**Ionisation energies of 5d-series 4+ ions: LDA eigenvalue, LDA energy difference and Dirac-Fock**

The table holds ionisation energies of seven 4+ ions from Hf to Hg, from spherical, scalar-relativistic, high-spin LDA and from configuration-averaged Dirac-Fock, beside NIST values. The program fits the LDA less Dirac-Fock difference of the six 5d rows to a count of excess parallel-spin pairs, and compares it with a Stoner term and a line in Z. It also tests the Slater mean of eigenvalues for Os and Au and a 1/⟨r⟩ law for the gap between eigenvalue and ionisation energy. The pair count fits to 0.07 eV rms with K = 0.71 eV and misses Hf (4f) by 3.0 eV, and the Slater mean is 0.08 eV above the energy difference in both rows. Both energy differences lie within about 5 % of NIST, with errors up to 3 eV in the three rows with tight references, while Breit, QED and recoil shift the values by 0.16 eV at most.

Calculated values. Ionisation energies of 5d-series 4+ ions in NIST's ground configurations, as total-energy differences. Quantum ESPRESSO 7.5 (ld1.x) treats spherical all-electron atoms with scalar-relativistic, spin-polarised LDA-PW92, highest-spin open shells and a point nucleus. Dirac-Fock values are configuration averages from a B-spline radial atomic code, version 1, with a Fermi nucleus.

## Numerical check

```python
# Table: ionisation energies (eV) of 5d-series 4+ ions; ld1.x LDA-PW92, scalar-relativistic, high spin (energy
# difference and -eigenvalue), configuration-averaged Dirac-Fock (DF), NIST values. Tested: Hund pair counting
# for LDA-DF, Slater/Janak mean and 1/<r> scaling for the eigenvalue gap, error of each level against NIST.
T = {
    'ion': ['Hf4+', 'Ta4+', 'Re4+', 'Os4+', 'Ir4+', 'Au4+', 'Hg4+'],
    'Z': [72, 73, 75, 76, 77, 79, 80],
    'N': [68, 69, 71, 72, 73, 75, 76],
    'configuration': ['[Xe] 4f14', '[Xe] 4f14 5d1', '[Xe] 4f14 5d3', '[Xe] 4f14 5d4', '[Xe] 4f14 5d5', '[Xe] 4f14 5d7', '[Xe] 4f14 5d8'],
    'removed': ['4f', '5d', '5d', '5d', '5d', '5d', '5d'],
    'ionisation_energy': [69.891, 48.0742, 53.8257, 56.5899, 59.308, 61.3819, 64.2738],  # eV
    'minus_highest_eigenvalue': [58.305, 41.855, 47.138, 49.688, 52.197, 54.117, 56.777],  # eV
    'highest_level_mean_radius': [0.66923, 1.7287, 1.5938, 1.5332, 1.4773, 1.3869, 1.3417],  # bohr
    'highest_level': ['4f', '5d up', '5d up', '5d up', '5d up', '5d down', '5d down'],
    'nist': [68.37, 48.272, 51.9, 55.0, 57.0, 60.0, 61.2],  # eV
    'nist_kind': ['semi-empirical', 'semi-empirical', 'theory', 'theory', 'theory', 'theory', 'measured'],
    'nist_unc': [0.04, 0.025, 1.9, 1.9, 1.9, 1.9, 0.2],  # eV
    'error': [1.52, -0.198, 1.93, 1.59, 2.31, 1.38, 3.07],  # eV
    'ie_hf': [65.353, 46.674, 51.44, 53.831, 56.229, 61.046, 63.466],  # eV
}
import numpy as np
ion = T['ion']
A = lambda k: np.array(T[k], float)
Z, N, lda, eps, r = A('Z'), A('N'), A('ionisation_energy'), A('minus_highest_eigenvalue'), A('highest_level_mean_radius')
ref, unc, df = A('nist'), A('nist_unc'), A('ie_hf')
i = {s: k for k, s in enumerate(ion)}
d = np.array([s == '5d' for s in T['removed']])
l = np.where(d, 2, 3); n = np.where(d, N - 68, 14)
def XM(n):
    u = np.minimum(n, 2*l + 1); w = n - u
    return u*(u-1)/2 + w*(w-1)/2 - 2*l/(4*l+1)*n*(n-1)/2, (u - w)**2/4
dX, dM = XM(n)[0] - XM(n-1)[0], XM(n)[1] - XM(n-1)[1]
f = lambda v, p=2: ' '.join('%+.*f' % (p, x) for x in v)
D, gap = lda - df, lda - eps
print('rounding floor: LDA 0.00005, eps and DF 0.0005 eV; order of rows:', ' '.join(ion))
print('ion  LDA-DF(eV) dX(pairs) gap=IE+eps(eV) -eps/IE gap*<r>(eV bohr)')
for k, s in enumerate(ion):
    print('%s %6.3f %+6.3f %7.3f %6.3f %6.2f' % (s, D[k], dX[k], gap[k], eps[k]/lda[k], gap[k]*r[k]))
print('step per Z, 5d rows (eV): LDA', f(np.diff(lda[d])/np.diff(Z[d])), '| DF', f(np.diff(df[d])/np.diff(Z[d])))
sl, sd = lda[i['Au4+']] - lda[i['Ir4+']], df[i['Au4+']] - df[i['Ir4+']]
print('Ir->Au (eV): LDA %.2f DF %.2f difference %.2f' % (sl, sd, sd - sl))
print('Hf minus Ta (eV): LDA %.2f DF %.2f NIST %.2f' % (lda[0]-lda[1], df[0]-df[1], ref[0]-ref[1]))
def fit(name, x, y):
    p = np.polyfit(x[d], y[d], 1); res = y - np.polyval(p, x); xs, ys = x[d], y[d]
    loo = [ys[j] - np.polyval(np.polyfit(np.delete(xs, j), np.delete(ys, j), 1), xs[j]) for j in range(len(xs))]
    print('%s: slope %.3f const %.3f rms %.3f leave-one-out max %.3f' % (name, p[0], p[1], np.sqrt(np.mean(res[d]**2)), np.max(np.abs(loo))))
    print('   residuals 5d', f(res[d], 3), '| Hf (4f, not fitted) %+.2f' % res[~d][0])
    return p
fit('DF line in Z-76 (eV)', Z - 76, df); fit('LDA line in Z-76 (eV)', Z - 76, lda)
K = fit('LDA-DF = c + K dX (eV)', dX, D)[0]
fit('rival Stoner c + I d(M^2/4) (eV)', dM, D); fit('rival line in Z-76, no spin (eV)', Z - 76, D)
# further outputs of the same runs: -eps of 5d up, 5d down in the 5+ ions (eV), unpaired spins, level that lost the electron
five = {'Os4+': (63.65585, 61.201, 3, 0), 'Au4+': (71.83361, 68.80744, 4, 1)}
sla = []
for s, (u, w, M, j) in five.items():
    e5 = (u, w)[j]; m = (eps[i[s]] + e5)/2; sla.append(m - lda[i[s]])
    print('%s: 5+ split %.3f, per spin %.3f eV; curvature %.2f; Slater mean %.3f, less IE %+.3f eV' % (s, u-w, (u-w)/M, e5-eps[i[s]], m, sla[-1]))
a = np.sum(gap[d]/r[d])/np.sum(1/r[d]**2)
print('gap = a/<r>: a %.2f eV bohr; residuals 5d' % a, f((gap - a/r)[d]), '| Hf %+.2f eV' % (gap - a/r)[~d][0])
print('power law gap vs <r>, 5d: exponent %.2f' % np.polyfit(np.log(r[d]), np.log(gap[d]), 1)[0])
hund = df + K*dX
print('error vs NIST (eV): ion kind unc | -eps LDA DF DF+K*dX | LDA% DF% | LDA/unc DF/unc')
for k, s in enumerate(ion):
    e = np.array([eps[k], lda[k], df[k], hund[k]]) - ref[k]
    print(s, T['nist_kind'][k], unc[k], '|', f(e), '|', f(100*e[1:3]/ref[k], 1), '|', f(e[1:3]/unc[k], 1))
t = unc < 1
for name, v in (('-eps', eps), ('LDA', lda), ('DF', df), ('DF+K*dX', hund)):
    e = np.abs(v - ref)
    print('%s: tight rows mean|err| %.2f max %.2f; all rows mean %.2f max %.2f eV, max %.1f%%' % (name, e[t].mean(), e[t].max(), e.mean(), e.max(), np.max(100*e/ref)))
# further outputs: DF with Breit, QED, recoil less table (eV); DF -eps(highest) where given (eV)
corr = np.array([-2.852596, -1.588453, -0.4510165, -1.159308, -0.7618493, 1.053541, 2.273466])
print('Breit+QED+recoil shift of DF IE (eV):', f(corr - (df - ref), 3))
koop = {'Hf4+': 71.25743, 'Re4+': 51.60328, 'Os4+': 54.03571, 'Au4+': 61.29679}
print('DF -eps less DF IE (eV):', ' '.join('%s %+.2f' % (s, v - df[i[s]]) for s, v in koop.items()))
# rough recalled spin-orbit splittings: 5d1 of Ta4+ about 0.8 eV, 4f13 hole of Hf about 1.7 eV
for s, sh in (('Ta4+', 0.8*6/10), ('Hf4+', -1.7*6/14)):
    print('%s rough fine-structure shift %+.1f eV -> LDA error %+.1f, DF error %+.1f' % (s, sh, lda[i[s]]+sh-ref[i[s]], df[i[s]]+sh-ref[i[s]]))
assert np.all(gap > 5) and np.all(D > 0)
assert sl < 0.5*sd
assert 0.4 < K < 1.0
assert max(abs(x) for x in sla) < 0.2
```

It prints:

```
rounding floor: LDA 0.00005, eps and DF 0.0005 eV; order of rows: Hf4+ Ta4+ Re4+ Os4+ Ir4+ Au4+ Hg4+
ion  LDA-DF(eV) dX(pairs) gap=IE+eps(eV) -eps/IE gap*<r>(eV bohr)
Hf4+  4.538 +0.000  11.586  0.834   7.75
Ta4+  1.400 +0.000   6.219  0.871  10.75
Re4+  2.386 +1.111   6.688  0.876  10.66
Os4+  2.759 +1.667   6.902  0.878  10.58
Ir4+  3.079 +2.222   7.111  0.880  10.51
Au4+  0.336 -1.667   7.265  0.882  10.08
Hg4+  0.808 -1.111   7.497  0.883  10.06
step per Z, 5d rows (eV): LDA +2.88 +2.76 +2.72 +1.04 +2.89 | DF +2.38 +2.39 +2.40 +2.41 +2.42
Ir->Au (eV): LDA 2.07 DF 4.82 difference 2.74
Hf minus Ta (eV): LDA 21.82 DF 18.68 NIST 20.10
DF line in Z-76 (eV): slope 2.399 const 53.848 rms 0.017 leave-one-out max 0.056
   residuals 5d +0.024 -0.009 -0.017 -0.018 -0.000 +0.020 | Hf (4f, not fitted) +21.10
LDA line in Z-76 (eV): slope 2.206 const 55.772 rms 0.894 leave-one-out max 2.511
   residuals 5d -1.080 +0.260 +0.818 +1.330 -1.008 -0.322 | Hf (4f, not fitted) +22.94
LDA-DF = c + K dX (eV): slope 0.712 const 1.531 rms 0.069 leave-one-out max 0.159
   residuals 5d -0.131 +0.064 +0.041 -0.034 -0.008 +0.068 | Hf (4f, not fitted) +3.01
rival Stoner c + I d(M^2/4) (eV): slope 0.675 const 1.513 rms 0.133 leave-one-out max 0.339
   residuals 5d -0.282 +0.028 +0.064 +0.046 +0.004 +0.139 | Hf (4f, not fitted) +3.19
rival line in Z-76, no spin (eV): slope -0.193 const 1.924 rms 0.907 leave-one-out max 2.566
   residuals 5d -1.104 +0.269 +0.835 +1.349 -1.007 -0.342 | Hf (4f, not fitted) +1.84
Os4+: 5+ split 2.455, per spin 0.818 eV; curvature 13.97; Slater mean 56.672, less IE +0.082 eV
Au4+: 5+ split 3.026, per spin 0.757 eV; curvature 14.69; Slater mean 61.462, less IE +0.080 eV
gap = a/<r>: a 10.40 eV bohr; residuals 5d +0.21 +0.17 +0.12 +0.07 -0.23 -0.25 | Hf -3.95 eV
power law gap vs <r>, 5d: exponent -0.71
error vs NIST (eV): ion kind unc | -eps LDA DF DF+K*dX | LDA% DF% | LDA/unc DF/unc
Hf4+ semi-empirical 0.04 | -10.07 +1.52 -3.02 -3.02 | +2.2 -4.4 | +38.0 -75.4
Ta4+ semi-empirical 0.025 | -6.42 -0.20 -1.60 -1.60 | -0.4 -3.3 | -7.9 -63.9
Re4+ theory 1.9 | -4.76 +1.93 -0.46 +0.33 | +3.7 -0.9 | +1.0 -0.2
Os4+ theory 1.9 | -5.31 +1.59 -1.17 +0.02 | +2.9 -2.1 | +0.8 -0.6
Ir4+ theory 1.9 | -4.80 +2.31 -0.77 +0.81 | +4.0 -1.4 | +1.2 -0.4
Au4+ theory 1.9 | -5.88 +1.38 +1.05 -0.14 | +2.3 +1.7 | +0.7 +0.6
Hg4+ measured 0.2 | -4.42 +3.07 +2.27 +1.47 | +5.0 +3.7 | +15.4 +11.3
-eps: tight rows mean|err| 6.97 max 10.07; all rows mean 5.95 max 10.07 eV, max 14.7%
LDA: tight rows mean|err| 1.60 max 3.07; all rows mean 1.71 max 3.07 eV, max 5.0%
DF: tight rows mean|err| 2.29 max 3.02; all rows mean 1.48 max 3.02 eV, max 4.4%
DF+K*dX: tight rows mean|err| 2.03 max 3.02; all rows mean 1.06 max 3.02 eV, max 4.4%
Breit+QED+recoil shift of DF IE (eV): +0.164 +0.010 +0.009 +0.010 +0.009 +0.008 +0.007
DF -eps less DF IE (eV): Hf4+ +5.90 Re4+ +0.16 Os4+ +0.20 Au4+ +0.25
Ta4+ rough fine-structure shift +0.5 eV -> LDA error +0.3, DF error -1.1
Hf4+ rough fine-structure shift -0.7 eV -> LDA error +0.8, DF error -3.7
```
